**Size and diamagnetism of the ions Pr+ to Pr10+**

The table holds the Langevin susceptibility, the radius of the 0.001 electrons/bohr³ contour and the outer-shell share of Σ<r²> from non-relativistic and Dirac-Coulomb Hartree-Fock configuration averages at the basis limit. The program splits Σ<r²> into the highest-n shell and the rest, and fits a screened-scaling model of the n = 5 shell, a logarithmic tail model of the contour radius, and counting models of the relativistic changes to Pr2+–Pr10+. Separate screening by 4f and 5p reproduces the n = 5 sum to 0.7% rms (charge alone: 3.2%), and R/r_rms linear in ln N fits to 0.012 bohr but fails by 3 bohr for the unfitted Pr+. The relativistic change in χ follows the 4f count (rms 0.09 points) and that in the radius follows the 5s fraction (0.12 points), with Pr2+ among the largest misfits in both. Dirac removal energies above the frozen-orbital estimates suggest that the listed configurations of Pr6+ to Pr9+ are not the lowest, and a model estimate for Pr9+ as 5s²5p² removes the dip at that row.

Spherical Pr ions, Pr+ to Pr10+, computed with B-spline radial code 1 at the basis-set limit: non-relativistic Hartree-Fock (configuration average, point nucleus) and Dirac-Coulomb Hartree-Fock (nl average, Fermi nucleus). χ_dia is the Langevin term, −0.79199 Σ<r²>, with <r²> in bohr² summed over all electrons. The density contour is at 0.001 electrons/bohr³.

## Analysis program

```python
# Table: Pr+..Pr10+, B-spline radial code, non-rel. HF and Dirac-Coulomb HF (configuration averages):
# Langevin chi_dia, radius of the 0.001 contour, outer-shell share. Tested: screened scaling of the
# n=5 shell, tail model of the contour radius, counting models of the relativistic changes.
T = {
    'ion': ['Pr+', 'Pr2+', 'Pr3+', 'Pr4+', 'Pr5+', 'Pr6+', 'Pr7+', 'Pr8+', 'Pr9+', 'Pr10+'],
    'Z': [59, 59, 59, 59, 59, 59, 59, 59, 59, 59],
    'charge': [1, 2, 3, 4, 5, 6, 7, 8, 9, 10],  # e
    'N': [58, 57, 56, 55, 54, 53, 52, 51, 50, 49],
    'configuration': ['[Xe] 4f3 6s1', '[Xe] 4f3', '[Xe] 4f2', '[Xe] 4f1', '[Kr] 4d10 5s2 5p6', '[Kr] 4d10 4f1 5s2 5p4', '[Kr] 4d10 4f1 5s2 5p3', '[Kr] 4d10 4f1 5s2 5p2', '[Kr] 4d10 4f2 5s2', '[Kr] 4d10 5s2 5p1'],
    'radius_at__nr': [4.71, 3.644, 3.459, 3.307, 3.175, 3.062, 2.945, 2.824, 2.597, 2.616],  # bohr
    'radius_at__dirac': [4.666, 3.621, 3.426, 3.274, 3.143, 3.026, 2.907, 2.783, 2.54, 2.57],  # bohr
    'radius_at__pct': [-0.9, -0.6, -1.0, -1.0, -1.0, -1.2, -1.3, -1.5, -2.2, -1.8],  # %
    'diamagneti_nr': [-52.55, -34.41, -30.9, -28.12, -25.81, -22.11, -19.5, -17.08, -13.84, -13.75],  # 10⁻⁶ cm³/mol
    'diamagneti_dirac': [-50.45, -33.67, -30.08, -27.31, -25.04, -21.47, -18.93, -16.58, -13.47, -13.32],  # 10⁻⁶ cm³/mol
    'diamagneti_pct': [-4.01, -2.16, -2.67, -2.87, -2.99, -2.91, -2.93, -2.94, -2.69, -3.17],  # %
    'outer_share': [34.0, 63.9, 64.8, 65.3, 65.6, 56.3, 50.7, 44.1, 25.4, 36.6],  # %
}
import numpy as np
from scipy import constants as C
A = lambda k: np.array(T[k], float)
ion = T['ion']; q = A('charge'); R = A('radius_at__nr'); RD = A('radius_at__dirac')
K = C.N_A*C.alpha**2*(C.physical_constants['Bohr radius'][0]*100)**3/6*1e6
S = -A('diamagneti_nr')/K; SD = -A('diamagneti_dirac')/K; cp = A('diamagneti_pct')
nf = np.array([3,3,2,1,0,1,1,1,2,0.]); p = np.array([6,6,6,6,6,4,3,2,0,1.])
N = 2+p; N[0] = 1  # electrons in the highest-n shell (Pr+: 6s alone)
So = S*A('outer_share')/100; rest = S-So; core0 = rest[nf == 0].mean(); rms = np.sqrt(So/N)
f = lambda v, d=2: ' '.join('%+.*f' % (d, x) for x in v)
def fit(cols, y):
    X = np.column_stack([np.ones(10)]+cols); c = np.linalg.lstsq(X[1:], y[1:], rcond=None)[0]
    return c, X@c
rm = lambda e: np.sqrt(np.mean(e[1:]**2))
print('Langevin factor %.5f; rounding floor of outer/rest 0.0005*S = %.3f-%.3f bohr2' % (K, 5e-4*S.min(), 5e-4*S.max()))
print('ion n4f n5p S outer rest outer/N (rest-core0)/n4f [bohr2] R/rms SD-S[bohr2]')
for i in range(10):
    e = '%.2f' % ((rest[i]-core0)/nf[i]) if (nf[i] and i) else '-'
    print(ion[i], int(nf[i]), int(p[i]), '%.2f %.2f %.2f %.2f %s %.3f %+.2f' % (S[i], So[i], rest[i], So[i]/N[i], e, R[i]/rms[i], SD[i]-S[i]))
print('step: dS d_outer d_rest [bohr2], d_outer/dS, dchi nr, dR nr, dR Dirac [bohr]')
for i in range(1, 9):
    d = S[i+1]-S[i]; o = So[i+1]-So[i]
    print(ion[i], '>', ion[i+1], '%+.2f %+.2f %+.2f %.2f %+.2f %+.3f %+.3f' % (d, o, d-o, o/d, -K*d, R[i+1]-R[i], RD[i+1]-RD[i]))
a, b = S[0]-S[1], SD[0]-SD[1]
print('Pr+ - Pr2+: S nr %.2f Dirac %.2f (%+.1f%%); 6s %.2f; rest-S(Pr2+) %.2f; dR %.3f bohr' % (a, b, 100*(b/a-1), So[0], rest[0]-S[1], R[0]-R[1]))
# typed from further outputs of the same runs: orbital <r2> in bohr2
c8 = np.dot([2,2,6,2,6,10,2,6,10], [.00088532,.01419462,.01063285,.09324132,.08826309,.07191135,.4695951,.5016695,.5773124])
f8, s8, p8 = 0.8146814, 2.221496, 2.530081                  # Pr8+ non-rel.
s3, p3 = 2*2.482721, 2*3.034462+4*3.295659                  # Pr3+ Dirac
f3 = 2*(6*1.191913+8*1.21047)/14
print('core0 (4f0 rows) %.2f; Pr8+ orbitals: core %.2f 4f %.2f 5s %.2f 5p %.2f; Pr9+ 5s %.2f' % (core0, c8, f8, s8, p8, So[8]/2))
print('Pr3+ Dirac: 5s %.2f 5p %.2f 4f %.2f (%.1f%%) core %.2f; 5p/5s per electron %.2f' % (s3, p3, f3, 100*f3/SD[2], SD[2]-s3-p3-f3, p3/s3/3))
print('Pr3+ Dirac-nr: n=5 %+.2f (%+.1f%%), rest %+.2f +-%.2f bohr2' % (s3+p3-So[2], 100*((s3+p3)/So[2]-1), SD[2]-s3-p3-rest[2], 5e-4*S[2]))
rho = p8/s8; w = 2+rho*p; y = (So/w)**-.5
c1, m1 = fit([-nf, -p], y); c2, m2 = fit([q], y)
e1, e2 = 100*(w/m1**2/So-1), 100*(w/m2**2/So-1)
print('M1 rho %.3f a %.4f b %.4f c %.4f 1/bohr, b/c %.2f (Slater %.2f); Pr+ has another outer shell' % (rho, *c1, c1[1]/c1[2], .85/.35))
print(' %% err S5 Pr2+..10+: %s | rms %.2f (floor 0.1-0.2)' % (f(e1[1:], 1), rm(e1)))
print(' charge only: %s | rms %.2f' % (f(e2[1:], 1), rm(e2)))
for nm, x in (('ln(N/rms^3)', np.log(N/rms**3)), ('ln N', np.log(N))):
    c3, m3 = fit([x], R/rms); e = m3*rms-R
    print('M2 R/rms = %.3f + %.3f %s; rms %.3f bohr; unfitted Pr+ %+.2f' % (*c3, nm, rm(e), e[0]))
    print(' err[bohr] ' + f(e[1:], 3))
S5 = (2+2*rho)/(c1[0]-2*c1[2])**2
print('model estimate Pr9+ as 5s2 5p2: chi %.1f, R %.2f (table 4f2: %.2f, %.3f)' % (-K*(S5+core0), np.sqrt(S5/4)*(c3[0]+c3[1]*np.log(4)), -K*S[8], R[8]))
for nm, x in (('n4f', nf), ('charge', q)):
    c4, m4 = fit([x], cp); e = m4-cp
    print('M3 chi%% = %.2f %+.3f %s; rms %.3f (floor 0.005); unfitted Pr+ %+.2f' % (*c4, nm, rm(e), e[0]))
    print(' err[%-points] ' + f(e[1:]))
rp = 100*(RD/R-1); c5, m5 = fit([2/(2+p)], rp)
print('radius % from radii (floor ~0.03): ' + f(rp))
print('M4 R%% = %.2f %+.2f (2/N5); rms %.2f; err Pr2+..10+ %s' % (*c5, rm(m5-rp), f((m5-rp)[1:])))
ie = np.array([91.56853, 94.76125, 109.3217, 129.3892, 136.5653])   # same runs, Dirac, Pr5+..Pr9+, eV
hl = np.array([82.0722, 90.78729, 107.6683, 123.1708, 136.2969])    # minus highest level, eV
print('Dirac removal energy - highest level, Pr5+..9+ [eV]: ' + f(ie-hl))
assert R[9] > R[8] and RD[9] > RD[8]
assert c1[1] > c1[2] > 0
assert abs(core0-c8) < 0.3
assert (SD < S).all() and cp.argmin() == 0
```

Running it gives:

```
Langevin factor 0.79202; rounding floor of outer/rest 0.0005*S = 0.009-0.033 bohr2
ion n4f n5p S outer rest outer/N (rest-core0)/n4f [bohr2] R/rms SD-S[bohr2]
Pr+ 3 6 66.35 22.56 43.79 22.56 - 0.992 -2.65
Pr2+ 3 6 43.45 27.76 15.68 3.47 1.53 1.956 -0.93
Pr3+ 2 6 39.01 25.28 13.73 3.16 1.31 1.946 -1.04
Pr4+ 1 6 35.50 23.18 12.32 2.90 1.21 1.943 -1.02
Pr5+ 0 6 32.59 21.38 11.21 2.67 - 1.942 -0.97
Pr6+ 1 4 27.92 15.72 12.20 2.62 1.09 1.892 -0.81
Pr7+ 1 3 24.62 12.48 12.14 2.50 1.03 1.864 -0.72
Pr8+ 1 2 21.57 9.51 12.05 2.38 0.95 1.831 -0.63
Pr9+ 2 0 17.47 4.44 13.04 2.22 0.96 1.743 -0.47
Pr10+ 0 1 17.36 6.35 11.01 2.12 - 1.798 -0.54
step: dS d_outer d_rest [bohr2], d_outer/dS, dchi nr, dR nr, dR Dirac [bohr]
Pr2+ > Pr3+ -4.43 -2.48 -1.95 0.56 +3.51 -0.185 -0.195
Pr3+ > Pr4+ -3.51 -2.10 -1.41 0.60 +2.78 -0.152 -0.152
Pr4+ > Pr5+ -2.92 -1.81 -1.11 0.62 +2.31 -0.132 -0.131
Pr5+ > Pr6+ -4.67 -5.66 +0.99 1.21 +3.70 -0.113 -0.117
Pr6+ > Pr7+ -3.30 -3.23 -0.06 0.98 +2.61 -0.117 -0.119
Pr7+ > Pr8+ -3.06 -2.97 -0.08 0.97 +2.42 -0.121 -0.124
Pr8+ > Pr9+ -4.09 -5.07 +0.98 1.24 +3.24 -0.227 -0.243
Pr9+ > Pr10+ -0.11 +1.92 -2.03 -16.86 +0.09 +0.019 +0.030
Pr+ - Pr2+: S nr 22.90 Dirac 21.19 (-7.5%); 6s 22.56; rest-S(Pr2+) 0.34; dR 1.066 bohr
core0 (4f0 rows) 11.11; Pr8+ orbitals: core 11.25 4f 0.81 5s 2.22 5p 2.53; Pr9+ 5s 2.22
Pr3+ Dirac: 5s 4.97 5p 19.25 4f 2.41 (6.3%) core 11.36; 5p/5s per electron 1.29
Pr3+ Dirac-nr: n=5 -1.06 (-4.2%), rest +0.03 +-0.02 bohr2
M1 rho 1.139 a 0.7208 b 0.0253 c 0.0131 1/bohr, b/c 1.94 (Slater 2.43); Pr+ has another outer shell
 % err S5 Pr2+..10+: -0.9 -0.2 +0.0 +0.1 +0.8 +0.7 +0.4 +0.3 -1.4 | rms 0.68 (floor 0.1-0.2)
 charge only: -5.2 -1.2 +2.4 +5.7 +1.7 +0.9 -0.1 -4.4 +0.3 | rms 3.15
M2 R/rms = 1.838 + 0.207 ln(N/rms^3); rms 0.058 bohr; unfitted Pr+ -0.57
 err[bohr] -0.138 -0.061 -0.008 +0.034 +0.029 +0.037 +0.038 -0.013 +0.051
M2 R/rms = 1.632 + 0.149 ln N; rms 0.012 bohr; unfitted Pr+ +3.04
 err[bohr] -0.025 -0.005 +0.000 +0.001 +0.013 +0.014 +0.012 -0.011 -0.002
model estimate Pr9+ as 5s2 5p2: chi -15.8, R 2.74 (table 4f2: -13.84, 2.597)
M3 chi% = -3.16 +0.279 n4f; rms 0.091 (floor 0.005); unfitted Pr+ +1.69
 err[%-points] -0.16 +0.07 -0.01 -0.17 +0.03 +0.05 +0.06 +0.09 +0.01
M3 chi% = -2.40 -0.070 charge; rms 0.203 (floor 0.005); unfitted Pr+ +1.54
 err[%-points] -0.38 +0.06 +0.19 +0.25 +0.10 +0.05 -0.01 -0.33 +0.08
radius % from radii (floor ~0.03): -0.93 -0.63 -0.95 -1.00 -1.01 -1.18 -1.29 -1.45 -2.19 -1.76
M4 R% = -0.51 -1.77 (2/N5); rms 0.12; err Pr2+..10+ -0.32 +0.01 +0.05 +0.06 +0.08 +0.08 +0.06 -0.08 +0.07
Dirac removal energy - highest level, Pr5+..9+ [eV]: +9.50 +3.97 +1.65 +6.22 +0.27
```
